Triply resonant third-harmonic generation: limits and scaling

Conventions and result. The field along the growth axis z inside the wells is E(t) = E e^(−iωt) + c.c., and P(3ω) = ε₀χ⁽³⁾E³. N = n_s/L_p is the sheet density per period length, E_ab = E_a − E_b, and Γ_ab = ħ/T₂ is the half-width of the coherence ρ_ab. With dipole μ = −ez, each order of the density-matrix equation gives ρ_ab(jω) = E[μ, ρ((j−1)ω)]_ab/(E_ab − jħω − iΓ_ab). If only level 1 is filled, the chain ρ₁₁ → ρ₂₁ → ρ₃₁ → ρ₄₁ is the only one that can be resonant three times, and

χ⁽³⁾ = N e⁴ z₁₂z₂₃z₃₄z₄₁/(ε₀ δ₁δ₂δ₃), δ_j = E_(j+1),1 − jħω − iΓ_(j+1),1.

Below all widths equal Γ. On an evenly spaced ladder at resonance δ₁δ₂δ₃ = iΓ³, so χ⁽³⁾ = −iNe⁴z₁₂z₂₃z₃₄z₄₁/(ε₀Γ³). All four elements join levels of opposite parity, so symmetric wells are allowed; a harmonic well has z₄₁ = 0.

Dimensional analysis. The photon energy and mass fix a length ℓ = ħ/√(2m*ħω). With η = z₁₂z₂₃z₃₄z₄₁/ℓ⁴,

|χ⁽³⁾|peak = |η|χ₀, χ₀ = (Ne²ℓ²/ε₀Γ)/E_Γ², E_Γ = Γ/(eℓ):

a peak linear susceptibility divided by the square of the field whose dipole energy equals the linewidth. Hence χ₀ ∝ N m*⁻²ω⁻²Γ⁻³, or ω⁻⁵ at fixed N and ħω/Γ.

Setting. Take ħω = 150 meV (8.3 μm → 2.8 μm), so the AlGaN barriers must bind a level 450 meV above the lowest. Typical inputs are m* = 0.20 m₀ and Γ = 15 meV; choose n_s = 5×10¹¹ cm⁻² and L_p = 20 nm, N = 2.5×10¹⁷ cm⁻³. Then ℓ = 1.13 nm, Ne²ℓ²/ε₀Γ = 0.38, E_Γ = 133 kV/cm and χ₀ = 2.2×10⁻¹⁵ m²/V². Against the approximate GaAs mass 0.067 m₀, the heavier electron costs a factor 8.9 at equal N, ω and Γ.

Shape factor. For a constant mass, [z,[H,z]] = ħ²/m*. On an even ladder the diagonal elements give z₁₂² + 2z₁₃² + 3z₁₄² ≤ ℓ², z₂₃² ≤ ℓ² + z₁₂² and z₃₄² ≤ ℓ² + z₂₃² + 2z₁₃². The bound on the product is weakest for z₁₃ = 0, so η² ≤ f(1+f)(2+f)(1−f)/3 with f = z₁₂²/ℓ². The maximum lies at f = (√5−1)/2 = 0.618 and gives |η| ≤ 1/√3 = 0.58, or 1.2×10⁻¹⁵ m²/V². This is a ceiling, not shown to be attainable. The 1–3 element, restricted to four even levels, demands z₁₄z₄₃ = −z₁₃(z₃₃ − z₁₁)/2: a resonant ladder needs either asymmetry, which coupled wells and the polarisation fields of c-plane GaN/AlGaN supply, or participation of higher levels. The infinite square well has η = 0.088 (ℓ taken at E₂₁) but spacings 3:5:7. An assumed design value η = 0.1 gives 2.2×10⁻¹⁶ m²/V².

Laser detuning. For an even ladder and ħω − E₂₁ = yΓ, |χ⁽³⁾|/peak = [(1+y²)(1+4y²)(1+9y²)]^(−1/2). For small y this is 1 − 7y²; for large y it is (1/6|y|³)(1 − 49/72y²). |χ⁽³⁾|² halves at |y| = 0.24, or 3.6 meV, four times narrower than the absorption line. The formula itself fails when 3|y|Γ approaches ħω, where the omitted chains are no longer small.

Anharmonicity. Let H = ħω₀(a†a + ½) + v(a + a†)⁴ and z = ℓ(a + a†). To first order the spacings grow by Δ = 12v per step, and z₄₁ = √6 ℓv/ħω₀; with z₁₂z₂₃z₃₄ = √6ℓ³ this gives η = Δ/2ħω. The parameter that switches on z₄₁ also spoils the ladder. With ħω = E₂₁ + s the detunings are −s, Δ − 2s and 3(Δ − s).
For Δ ≪ Γ the sum of their squares is least at s = 11Δ/14, where it equals 19Δ²/14, and |χ⁽³⁾| = χ₀(Δ/2ħω)(1 − 19Δ²/28Γ²).
For Δ ≫ Γ only one factor can be resonant. The products ΓΔ² × (3, 3/4, 1) for s = 0, Δ/2, Δ select the two-photon resonance, and |χ⁽³⁾| = χ₀(2Γ²/3ħωΔ)(1 − 20Γ²/9Δ²).
Along s = 11Δ/14 the crossover maximum is at Δ = 1.06Γ (16 meV), with |χ⁽³⁾| = 0.29χ₀Γ/ħω. An optimised near-harmonic well thus scales as Γ⁻², not Γ⁻³, and here gives 6×10⁻¹⁷ m²/V². A design with fixed η wins once η > 0.29Γ/ħω = 0.029.
Since η is small, doubly resonant chains need care. The steps ρ₃₁ → ρ₂₁ and ρ₃₁ → ρ₃₂ each give ℓ⁴/(ħωδ₁δ₂) in magnitude, as large as the retained term, but with opposite signs; their sum carries 1/(E₂₁−3ħω) − 1/(E₃₂−3ħω) ≈ Δ/(2ħω)², a fraction δ₃/ħω of the retained term. The step ρ₃₁ → ρ₃₄ adds δ₃/4ħω. The total, 5|δ₃|/4ħω, is 0.15 at the optimum.

Temperature: populations. With populations n_a, exact resonance and level 5 off the ladder, repeating the commutators replaces n₁ by n₁ − 3n₂ + 3n₃ − n₄. At fixed n_s the leading loss is 4n₂/n_s. Here E_F = πħ²n_s/m* = 6.0 meV, and Fermi statistics at 300 K give n₂/n_s = 0.34 %, a loss of 1.4 %. For Boltzmann statistics with x = exp(−ħω/k_BT) the weight is (1−x)⁴/(1−x⁴), which halves at k_BT = 0.54ħω and tends to (ħω/k_BT)³/4 at high T.

Temperature: nonparabolicity. A two-band dispersion E(1 + E/E_g) = ħ²k²/2m* makes the in-plane slope of subband a proportional to 1 − 2E_a/E_g. An electron with in-plane energy ε sees E_(j+1),1 lowered by 2jħωε/E_g, which acts as a laser detuning. For a nondegenerate gas the spread is σ = 2k_BTħω/E_g. With the measured gap 3.44 eV (300 K, as listed by Wing 2021), σ = 2.3 meV = 0.15Γ. Since 1/[(1+iy)(1+2iy)(1+3iy)] = 1 − 6iy − 25y² + …, retuning to the mean leaves the factor 1 − 25σ²/Γ². At 300 K that term is 0.56, beyond its range; the full average over e^(−ε/k_BT) gives 0.74, with Γ read as homogeneous. This, not the filling of level 2, is the main thermal effect among those treated at fixed Γ. The same dispersion changes the mass by 2E₄₁/E_g = 0.26 across the ladder, so the constant-mass values of η and ℓ hold to one figure.

Density. At T = 0 level 2 fills only at n_s = m*ω/πħ = 1.3×10¹³ cm⁻². Collective screening enters earlier. The oscillating charge ψ₁ψ₂ raises the 1–2 resonance by s_d = e²n_sS/(ε₀ε) to first order, with S = ∫dz(∫_(−∞)^z ψ₁ψ₂dz′)² = ℓ/2√π = 0.32 nm for harmonic states. For ε at the pump take the GaN single-oscillator form ε∞(ω² − ω_LO²)/(ω² − ω_TO²), with the measured ε∞ = 5.3 (as listed by Chen 2018) and static value 10.4 along c (300 K, as listed by the Ioffe Institute), and an approximate ħω_LO = 91 meV. The Lyddane–Sachs–Teller relation gives ħω_TO = 65 meV, so ε = 4.1; the pump has to stay clear of the 65–91 meV band. Then s_d = 7 meV. A design can absorb this shift, but the induced potential also drives 2 → 3, with amplitude (3/4)s_d/Γ = 0.35 relative to the applied field at resonance for harmonic states, in quadrature with it. The law χ⁽³⁾ ∝ N ends near s_d = Γ, at n* = 2√π ε₀εΓ/(e²ℓ) = 1.1×10¹² cm⁻². Evaluated there, the single-particle formula reads 2√π ηε(ℓ/L_p)/E_Γ² ∝ m*^(−3/2)ω^(−3/2)Γ⁻² at fixed L_p and ε, about 5×10⁻¹⁶ m²/V² for η = 0.1.

Intensity. On the 1–2 resonance the Bloch equations give n₁ − n₂ = n_s/(1 + I/I_s), with I/I_s = 4(ez₁₂|E|)²/(Γγ) and γ = ħ/T₁. A typical LO-phonon lifetime T₁ = 0.2 ps gives γ = 3.3 meV, and with z₁₂ = ℓ a saturation field of 31 kV/cm; I = 2√ε ε₀c|E|² then gives I_s ≈ 10 MW/cm². Through n₁ − 3n₂ the effective susceptibility falls as 1 − 2I/I_s; coherent level shifts enter as (ez|E|/Γ)², smaller by a factor of order γ/Γ = 0.22. Above I_s the power series in E no longer applies.

The Γ⁻³ peak law therefore holds within a few meV of detuning and ladder mismatch, below about 10¹² cm⁻², and well below 10 MW/cm²; there it places GaN/AlGaN wells pumped near 8 μm at a few 10⁻¹⁶ m²/V².